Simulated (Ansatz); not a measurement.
Ligand exchange: GeH2(CH3)Br + CH3I → GeH2(CH3)I + CH3Br

Gas-phase species: GeH2(CH3)Br, singlet; CH3I (methyl iodide) `CI`, singlet; GeH2(CH3)I, singlet; CH3Br (bromomethane) `CBr`, singlet. The partners trade Br for I: Ge–Br and C–I bonds give way to Ge–I and C–Br.

Shapes, held fixed at every level: PBE0-D4/def2-TZVP. Programs: Ansatz 0.2.0. The zero-point and thermal change to 298 K, harmonic and unscaled (PBE0-D4/def2-TZVP), is +1.0 kJ/mol.

Problem. Estimate ΔH(298 K) of this reaction.

Solution. The highest level, CCSD(T)/def2-TZVPP, gives ΔH(298 K) = +11.9 kJ/mol; the levels span +7.0 to +11.9. The column of differences is taken from that level and isn't an error. No measured value is set beside it here. For atoms past krypton def2 sets carry core potentials with scalar relativity. Relativity is left out for Br, Ge. Outer-core shells of Br, Ge, I are correlated, in sets that cover them unevenly.

```json
{"level": "HF/def2-SVP", "kind": "Hartree–Fock", "ΔH(298 K) (kJ/mol)": "+7.0", "less CCSD(T)/def2-TZVPP": "-4.9"}
{"level": "SPW92/def2-TZVPP", "kind": "LDA", "ΔH(298 K) (kJ/mol)": "+7.5", "less CCSD(T)/def2-TZVPP": "-4.4"}
{"level": "B3LYP-D4/def2-TZVPP", "kind": "global hybrid", "ΔH(298 K) (kJ/mol)": "+9.8", "less CCSD(T)/def2-TZVPP": "-2.1"}
{"level": "PBE0-D4/def2-TZVPP", "kind": "global hybrid", "ΔH(298 K) (kJ/mol)": "+7.9", "less CCSD(T)/def2-TZVPP": "-4.0"}
{"level": "wB97M-V/def2-TZVPP", "kind": "range-separated hybrid", "ΔH(298 K) (kJ/mol)": "+10.2", "less CCSD(T)/def2-TZVPP": "-1.7"}
{"level": "MP2/def2-SVP", "kind": "perturbation theory", "ΔH(298 K) (kJ/mol)": "+7.9", "less CCSD(T)/def2-TZVPP": "-4.0"}
{"level": "CCSD/def2-SVP", "kind": "coupled cluster or CI", "ΔH(298 K) (kJ/mol)": "+7.6", "less CCSD(T)/def2-TZVPP": "-4.3"}
{"level": "CCSD(T)/def2-TZVPP", "kind": "coupled cluster or CI", "ΔH(298 K) (kJ/mol)": "+11.9", "less CCSD(T)/def2-TZVPP": "0.0"}
```

Exchange is mildly endothermic at every level, so germanium keeps bromine and methyl carbon keeps iodine. Both Ge and C bind bromine more strongly than iodine; the positive enthalpy means that replacing Br by I costs more at germanium than is regained at carbon. The likely reason is bond polarity: germanium is more electropositive than carbon, so its bond gains more from the smaller, more electronegative halogen, whereas the less polar carbon–halogen bond is less sensitive to that change. Much of the balance between the two halogens cancels, which leaves a small net effect.

Hartree–Fock already gives the sign, and in the same small basis MP2 and CCSD shift its +7.0 only to +7.9 and +7.6, which suggests that the preference is largely a mean-field effect. The further rise to +11.9 combines a larger basis with the triples correction, and the table can't separate them. The direction of the preference is therefore better supported than its size, and the reaction enthalpy alone doesn't give the individual bond strengths.
